The plane share is the fraction of the electron states in a chosen energy window that belongs to one atomic plane of a slab. The window here reaches from a quarter of an electronvolt below the Fermi level up to that level. The states come from a density-functional calculation with the PBE functional for a clean germanium slab of eight planes, cut along (001), and the eight shares add up to one. Each state counts in full, even where the smearing leaves it partly empty, so the shares describe where states are available and not exactly where charge sits.

Two rough figures for this slab are worth remembering. About half of these states sit on the two outermost planes, which are only a quarter of the atoms. From each face inward, the weight of the surface states shrinks by a factor of roughly two to four per plane, so that it is largely spent after two or three planes.

Ansatz 0.2.0, plane-wave PAW DFT with PBE, for a clean eight-plane Ge(001) slab, lower half held during relaxation; 420 eV cutoff, 15 × 15 × 1 k mesh, 0.1 eV Gaussian smearing, no spin polarisation. Shares cover states from 0.25 eV below the Fermi level up to it, each counted full; planes run from the bottom up, with heights measured from the top atom.

| row | plane share | plane formula | plane height (Å) |
| --- | --- | --- | --- |
| 1 | 0.263 | Ge | -10.191 |
| 2 | 0.108 | Ge | -8.777 |
| 3 | 0.064 | Ge | -7.362 |
| 4 | 0.056 | Ge | -5.948 |
| 5 | 0.065 | Ge | -4.485 |
| 6 | 0.053 | Ge | -2.996 |
| 7 | 0.113 | Ge | -1.537 |
| 8 | 0.278 | Ge | 0.000 |

## A profile with two high ends

The shares form a U. The outermost planes hold 0.27 each on average, the next ones 0.11, and the four planes in the middle about 0.06. An even spread would give every plane one eighth, or 0.125. Row 1 is therefore no bulk reference: it is a second bare surface, and it behaves like one.

The slab is symmetric by construction. As cut from the crystal, it has an inversion centre midway between the fourth and fifth planes, which would make row 1 equal to row 8, row 2 equal to row 7, and so on. The calculation then held the lower half at its crystal positions and let the upper half move, which moved the top plane outward by about 0.29 Å in all, with a force of about 0.1 eV/Å still left on it. The two ends still agree to within 0.015, so the high ends do not depend on this relaxation.

The middle of the table looks irregular, with row 5 a little above its neighbours. These ups and downs span only 0.012. In the slab as cut, row 3 would equal row 6, and row 4 would equal row 5. Apart from numerical noise, what sets them apart is the relaxation of the upper half, which reshapes the states and shifts their energies. The coarse mesh of wave vectors can magnify its effect: a single level at a general mesh point carries about 0.03 of the whole window, shared among the planes, so a few levels pushed across the edge of the window could produce differences of this size. The order of rows 3 to 6 therefore says little about germanium itself.

## Why the states gather at the faces

The cause lies in the bonds that were cut. Inside the crystal, each germanium atom shares its four valence electrons in four bonds. An atom on an ideal (001) surface has lost two neighbours and keeps two unpaired orbitals, the dangling bonds. A bond splits its two orbitals into a low, filled level and a high, empty one, whereas a dangling orbital has no partner and stays in between.

Counting electrons shows why the Fermi level ends up among these orbitals. Eight atoms bring 32 valence electrons, and the two bonds per cell in each of the seven gaps between planes take up 28. Four electrons remain for four dangling orbitals, which have room for twice as many. Taken together, their bands are thus half filled. That alone does not make a metal, because the two orbitals of one atom could split into a full band and an empty one. In this slab, however, the highest band that the electrons could fill overlaps the next one by about 0.9 eV, so both stay partly filled, and a narrow window below the Fermi level can pick out mostly surface states. That these bands come from dangling bonds is expected from standard bonding theory; the table supports it by showing the weight where the cut bonds are.

The partly filled bands belong to this idealised surface. On real Ge(001), neighbouring surface atoms pair up into dimers, which uses up half of the dangling bonds. The dimers also tilt, which splits the remaining orbitals into filled and empty levels. The small surface cell, with one atom per plane, forbids such pairing, so the metallic character of the slab must not be carried over to a real wafer. The calculation also kept the two spins equal, which leaves open whether the partly filled orbitals would become magnetic.

## Why the weight dies away inward

A surface state does not stop at the first plane, because its orbital overlaps with the bonds behind it. How far it reaches depends on whether the crystal offers a travelling wave with the same energy and the same wave vector along the surface. If it does not, the state can enter the crystal only as a wave that decays with depth. Its amplitude then falls exponentially, and so does its density, at twice the rate.

The second planes are the best evidence for such a tail. The outermost planes face the vacuum and may be credited with the density that spills out there; how space was divided among the planes is not stated. Rows 2 and 7 have atoms on both sides and should gain much less from spilling. They nevertheless hold nearly twice as much as the average plane in the middle, as a tail reaching in from the surface would produce.

The simplest model adds one tail from each face. With $d_b$ the depth above the bottom plane, $d_t$ the depth below the top plane and $s$ the length over which the density falls by a factor $e$, the share is

$$
p = A\left(e^{-d_b/s} + e^{-d_t/s}\right).
$$

A fit to all eight rows gives $A = 0.264$ and $s = 1.92$ Å. The planes are on average 1.46 Å apart, so each step inward keeps a little less than half of the density.

Row 7 serves as a worked example. The column of plane heights puts it 1.54 Å below the top plane and 8.65 Å above the bottom one, which gives

$$
p_7 = 0.264\left(e^{-1.54/1.92} + e^{-8.65/1.92}\right) \approx 0.118 + 0.003 = 0.121 .
$$

Nearly all of this comes from the near face. The computed share is 0.113, so the model is 7 % too high relative to the calculation. Row 7 was part of the fit, and its mirror partner, row 2, is matched less well, with 0.129 from the model against 0.108.

## What the middle planes add

The model fails in a recognisable way: it puts too much weight on the second planes and too little on the two central ones. The worst case is row 5, where it gives 0.039 and the calculation 0.065. The tails needed to describe the faces are too weak by the time they reach the centre. Some of the weight there seems to come from states that decay more slowly, or not at all.

A second fit to the same eight rows therefore adds an equal amount to every plane. It roughly halves the typical miss, and its tails are steeper, keeping only about a quarter of the density per plane. This is where the range of two to four for the loss per plane comes from. The output printed after the text lists both fits plane by plane.

The better fit does not settle the matter. Because the two halves of the slab are near copies and the shares add up to one, the eight rows amount to only about three independent values, as many as the second model has constants. For the four middle planes together, the first model falls short by 0.03, about as much as a single level at a general mesh point spreads over all eight planes. The decay length and the even background also trade against each other, so neither should be read as a property of germanium.

Theory offers two sources for an even background. At some wave vectors along the surface, the crystal does have travelling waves in the window, and these spread over all planes. At others, a surface state may lie close in energy to such waves and decay only slowly. PBE may make both more likely than they should be, since it strongly underestimates or even closes the band gap of germanium, while the thinness of the slab shifts the levels again. The table sums over all wave vectors and cannot tell the two apart.

For practical work, the profile carries a caution. Just below the Fermi level, the density of states of this bare slab belongs largely to its two faces, so it should be resolved by plane before anything is concluded about the material inside. Whether the same holds for another surface or another window has to be checked there. What the weight in the middle of this slab consists of remains open. A thicker slab would help to decide: the number of states per central plane would keep falling if they are the ends of surface tails, and would settle at a steady value if they are waves of the crystal itself.

Numerical output:

```
Valence electrons left for dangling bonds per cell: 4
Even share per plane: 0.125
Mean share of the two outermost planes: 0.2705
Mean share of the two second planes: 0.1105
Mean share of the four middle planes: 0.0595
Outermost over middle, ratio: 4.546
Second over middle, ratio: 1.857
Share of both outermost planes together: 0.541
Share of the four middle planes together: 0.238
Top plane less bottom plane, share: 0.015
Spread among the four middle planes, share: 0.012
Weight of one general mesh level, share of window: 0.03333
Mean plane spacing in angstrom: 1.456
fit of plane_share on 8 rows: coefficient of exp(-up/s) + exp(-down/s) 0.2641 +/- 0.01, s 1.917; rms 0.0144, worst 5 -0.0261, leave-one-out rms 0.0189
fit of plane_share on 8 rows: constant 0.05006 +/- 0.0044, coefficient of exp(-up/s) + exp(-down/s) 0.2206 +/- 0.0085, s 1.1; rms 0.00743, worst 6 0.0119, leave-one-out rms 0.012
Density kept per plane inward, two tails only: 0.4679
Density kept per plane inward, tails above an even floor: 0.2662
Middle four planes together by two tails only: 0.2071
Shares by plane:
  row  computed  two tails  tails and floor
    1     0.263     0.2654           0.2707
    2     0.108      0.129           0.1111
    3     0.064    0.06602          0.06719
    4     0.056    0.04072          0.05571
    5     0.065    0.03889          0.05503
    6     0.053     0.0615          0.06486
    7     0.113     0.1213           0.1047
    8     0.278     0.2654           0.2707
```
